Can a thermovoltage reading on a doped GaN layer stand in for a measurement of its carrier density? The answer depends on how steeply the Seebeck coefficient varies with doping, and on whether a simple formula can turn one into the other. The table gives the coefficient from a density-functional band structure of the zincblende form; the more common wurtzite form needs numbers of its own. Two numbers, one for electrons and one for holes, are enough to estimate most of it by hand.

Seebeck coefficient and conductivity mass of doped zincblende GaN (a = 4.548 Å), from rigid, interpolated PBE bands at constant relaxation time. Ansatz 0.2.0, plane-wave PAW, scalar-relativistic, no spin polarisation, 420 eV cutoff, 10×10×10 k mesh. Positive doping means holes; the mass is n e²τ divided by the conductivity, and both quantities are the same in all directions.

| temperature (K) | doping (1e18 cm^-3) | Seebeck xx (microV/K) | conductivity mass 1 (m_e) |
| --- | --- | --- | --- |
| 300 | -1 | -250 | 0.155 |
| 300 | -10 | -92.1 | 0.168 |
| 300 | -100 | -25.2 | 0.232 |
| 300 | -1000 | -8.8 | 0.446 |
| 300 | 1 | 634 | 0.972 |
| 300 | 10 | 436 | 0.972 |
| 300 | 100 | 243 | 0.975 |
| 300 | 1000 | 84.3 | 0.999 |
| 600 | -1 | -341 | 0.168 |
| 600 | -10 | -160 | 0.177 |
| 600 | -100 | -50.4 | 0.235 |
| 600 | -1000 | -17.6 | 0.447 |
| 600 | 1 | 723 | 0.993 |
| 600 | 10 | 525 | 0.994 |
| 600 | 100 | 328 | 0.996 |
| 600 | 1000 | 147 | 1.01 |
| 900 | -1 | -398 | 0.181 |
| 900 | -10 | -210 | 0.189 |
| 900 | -100 | -75.1 | 0.241 |
| 900 | -1000 | -26.6 | 0.449 |
| 900 | 1 | 776 | 1.01 |
| 900 | 10 | 577 | 1.01 |
| 900 | 100 | 380 | 1.01 |
| 900 | 1000 | 192 | 1.03 |

## What the coefficient measures

The Seebeck coefficient $S$ is the mean energy of the carriers that carry the current, counted from the chemical potential and divided by charge and temperature. Holes give a positive sign and electrons a negative one; the formulas below give the size. Everything then depends on how far the chemical potential lies from the band edge. Two limiting cases settle that distance.

When carriers are few, they do not compete for states. In a parabolic band with a constant relaxation time, the current is carried on average at $\tfrac52 kT$ above the edge, where $k$ is Boltzmann's constant and $T$ the temperature. The chemical potential lies at $kT\ln x$, with $x=n/N$. Here $n$ is the doping without its sign, which means the density of free carriers and not that of dopant atoms. $N$ is the effective number of states per volume that the band offers within reach of $kT$. With $e$ the elementary charge, this gives

$$S=\frac{k}{e}\left(\frac52-\ln x+\frac{x}{8\sqrt2}\right),\qquad \frac{k}{e}\approx 86\ \mu\mathrm{V/K}.$$

The last term is the first effect of filling. Filling raises both the chemical potential and the mean energy of the current, and the two shifts nearly cancel. That is why the logarithm remains useful even when $x$ exceeds 1.

When carriers are many, only those within about $kT$ of the Fermi level can respond. Those just above it and those just below it push in opposite directions, so only a small difference survives. It is proportional to $kT$ divided by the Fermi energy, and the Fermi energy grows as $n^{2/3}$. The result is

$$S=4.08\,\frac{k}{e}\,x^{-2/3}.$$

The two expressions meet near $x=6$, and the rule changes from the first to the second there.

## The two numbers

With dopings in the table's unit of $10^{18}$ cm⁻³, one parabolic band has $N\approx25\,(mT/300)^{3/2}$, where $m$ is its mass in electron masses and $T$ is in kelvin. For electrons, the conductivity mass of 0.155 in the most dilute row at 300 K gives $N\approx1.5$. No electron Seebeck value enters this number.

For holes, $N\approx129$ at 300 K, set by the single Seebeck value at doping 1. That row therefore does not test the rule. The hole conductivity mass would not have been enough, because three bands meet at the valence top when spin–orbit coupling is left out. Even three bands with that mass give too small an $N$, by a factor of about 1.8. Unequal masses alone cannot be the reason: for isotropic bands they make the three-band count too large, because the conductivity mass leans towards the heavy bands that hold most of the holes. The likely reason is warping. A band that is heavy along some directions and light across them offers many states while its holes still move easily sideways, so $N$ outgrows what the conductivity mass suggests.

The ratio of the two numbers explains why holes show the larger coefficient. At 300 K the hole $N$ is about 84 times the electron one, and $86\times\ln84$ is about 380 µV/K. The computed values at doping 1, 634 for holes and 250 in size for electrons, differ by 384; the rule with its filling term gives 377. Since the hole number was fitted to the 634, this agreement tests only the electron number. The valence band offers far more states, so its chemical potential stays further from the edge.

## Two rows worked by hand

Take holes at 600 K and doping 1000. Doubling the temperature raises $N$ by $2^{3/2}$, from 129 to 364, so $x=1000/364\approx2.75$. This is below 6, and the first formula applies: the bracket is $2.5-1.01+0.24=1.73$. Multiplied by 86 µV/K, it gives 149 µV/K, against 147 in the table. This row had no part in setting $N$.

Now take electrons at 300 K and doping 100. Here $x=100/1.53\approx65$, far into the crowded regime, and $x^{-2/3}\approx0.062$. The second formula gives about 21.7 µV/K. The table has 25.2, so the estimate is 14 % too low.

The same formulas give the effect of heating. For dilute carriers, doubling $T$ adds $86\times1.5\ln2\approx90$ µV/K whatever the doping; the table goes from 634 to 723 for holes at doping 1. For crowded carriers, doubling $T$ doubles the coefficient, as it does for electrons at doping 1000, from 8.8 to 17.6 in size.

## How good it is, and where it breaks

For holes the rule stays within about 6 % of the computed value in every row. For electrons it stays within 14 % up to doping 100. Near the switch at $x=6$ both formulas lie several per cent above the exact result for a parabolic band, which accounts for much of the overestimate in the rows just beyond it. The close match in the dilute rows is partly built in, since the rule and the table share the same carrier statistics and the constant relaxation time. The output printed below lists the rule beside every row.

At an electron doping of 1000 the rule fails: it gives about half the computed size at all three temperatures. The conductivity mass shows what has changed. At 300 K it has risen from 0.155 to 0.446, so the electrons no longer occupy a parabolic band. Away from its minimum the light conduction band straightens, and its electrons respond as if they were heavier.

A heavier mass means more states and a lower Fermi energy, hence a larger $S$. Putting 0.446 into $N$ raises the 300 K estimate from 4.7 to 13.4 µV/K, which now overshoots the computed 8.8. The missing piece is that the mass goes on rising with energy. Electrons of higher energy add less to the conductivity than they would at fixed mass, and this weakens the imbalance across the Fermi level that produces $S$.

For a crowded isotropic band, the Mott formula turns this into a factor $1-\mathrm{d}\ln m/\mathrm{d}\ln n$. In the Kane model of a light band, $m^2$ equals $m_0^2$ plus a term proportional to $n^{2/3}$, where $m_0$ is the mass at the band edge. The factor then becomes

$$\frac{2+(m_0/m)^2}{3}.$$

With 0.155 for $m_0$ (the edge value itself should be lower: the dilute mass falls on cooling, and a straight line through its 300 and 600 K values reaches 0.142 at zero temperature) it is about 0.71 here, and the estimate falls to 9.5 µV/K, 8 % above the table.

With both corrections, the six electron rows at dopings 100 and 1000 come out 5 to 8 % too high. This supports the non-parabolic picture, although mass and Seebeck coefficient come from the same bands and are not independent evidence. At doping 1000 and 300 K the factor needed, $8.8/13.45\approx0.65$, lies just below the $\tfrac23$ that the Kane model can reach, so the band departs somewhat from that model there. At doping 1000 other conduction valleys might also hold electrons. They would do so if a valley began below the chemical potential, which at 300 K lies 1.27 eV above the conduction edge. The Kane model with all electrons in the one valley puts it at about 1.2 eV, so a second valley is not needed to explain that position, though only the energies of the other valleys would settle the matter. From 300 to 900 K $S$ at this doping also stays nearly proportional to $T$, which speaks against a valley edge within a few $kT$ of the Fermi level.

## What to do with it

In the dilute regime, a thermovoltage is a usable density gauge with a logarithmic scale. Each tenfold rise in doping lowers $S$ by about 198 µV/K, so an error of 20 µV/K changes the inferred density by about a quarter. Electrons at 300 K leave this regime between dopings 1 and 10, where the size falls by only 158 µV/K. The larger uncertainty is scattering. If acoustic phonons dominate, the constant $\tfrac52$ becomes 2, and a density read with the formula above comes out too high by a factor of about 1.6. Ionised dopants act the other way, because they deflect slow carriers most: the constant is then expected to rise towards 4, and the density can come out too low by a factor of up to about 4.5. A calibration on one sample of known density absorbs such a shift, provided that the scattering stays the same. Phonon drag, which the table also leaves out, can add to the size of a measured coefficient.

For heavily doped n-type material, do not invert the simple rule. At doping 1000 and 300 K its density would be too low by a factor of $(8.8/4.67)^{3/2}\approx2.6$, because the rule blames a shortage of carriers for what the heavier mass does. Use the mass that belongs to the actual density, together with the factor above. Since that density is what is sought, start from a guess and repeat the estimate until mass and density agree. Because the mass grows with density, $S$ then falls only about as $n^{-1/3}$ at the highest dopings, so the 8 % excess is expected to leave the density too high by up to about a quarter.

The electron numbers also carry the faults of the band structure. The functional gives a gap of 1.54 eV, roughly half the measured one, and too small a gap tends to make the edge mass too light and its growth too strong. Up to doping 100, moreover, the radius of the occupied electron pocket is smaller than the spacing of the computed mesh, so its shape rests on interpolation; at 1000 the radius is only somewhat larger than that spacing. The interpolated conduction edge lies about 6 meV above the computed one, and no finer mesh is shown. For electrons and holes alike, the bands are those of a lattice at rest, without thermal or zero-point motion, so the rows at 600 and 900 K leave out any change of the bands on heating. A measured electron mass, where there is one, is the better input for $N$.

Numerical output:

```
N at 300 K for one band of mass 1 (1e18 cm^-3): 25.09
N at 300 K for electrons, from the dilute conductivity mass (1e18 cm^-3): 1.531
N at 300 K for holes, from one Seebeck value (1e18 cm^-3): 128.7
N at 600 K for holes (1e18 cm^-3): 363.9
N of holes over that of three bands with the hole conductivity mass (ratio): 1.784
prefactor of the degenerate branch (in k/e): 4.082
fall per decade of doping in the dilute limit (microV/K): 198.4
size of the Seebeck coefficient by the rule:
  row         x  rule in microV/K  computed in microV/K  miss in percent
  300     0.653             257.1                   250            2.852
  300      6.53             100.7                  92.1            9.313
  300      65.3             21.69                  25.2           -13.93
  300       653             4.673                   8.8            -46.9
  300  0.007772             634.1                   634         0.009337
  300   0.07772             436.2                   436          0.03911
  300    0.7772             243.1                   243          0.03154
  300     7.772             89.65                  84.3            6.344
  600    0.2309             343.5                   341            0.736
  600     2.309             160.9                   160           0.5721
  600     23.09             43.38                  50.4           -13.93
  600     230.9             9.346                  17.6            -46.9
  600  0.002748             723.6                   723          0.08536
  600   0.02748             525.4                   525          0.07315
  600    0.2748             328.8                   328            0.258
  600     2.748             149.3                   147            1.538
  900    0.1257             395.1                   398          -0.7239
  900     1.257             205.3                   210           -2.232
  900     12.57             65.07                  75.1           -13.35
  900     125.7             14.02                  26.6            -47.3
  900  0.001496               776                   776         0.002322
  900   0.01496             577.7                   577           0.1212
  900    0.1496             380.3                   380          0.07973
  900     1.496             192.1                   192             0.07
largest miss of the rule, holes (percent): 6.344
largest miss of the rule, electrons up to 100 (percent): 13.93
electrons at 300 K and 1000, mass of the row only (microV/K): 13.45
electrons at 300 K and 1000, with shape factor too (microV/K): 9.506
smallest miss with mass and shape factor, electrons at 100 and 1000 (percent): 5.056
largest miss with mass and shape factor, electrons at 100 and 1000 (percent): 8.389
```
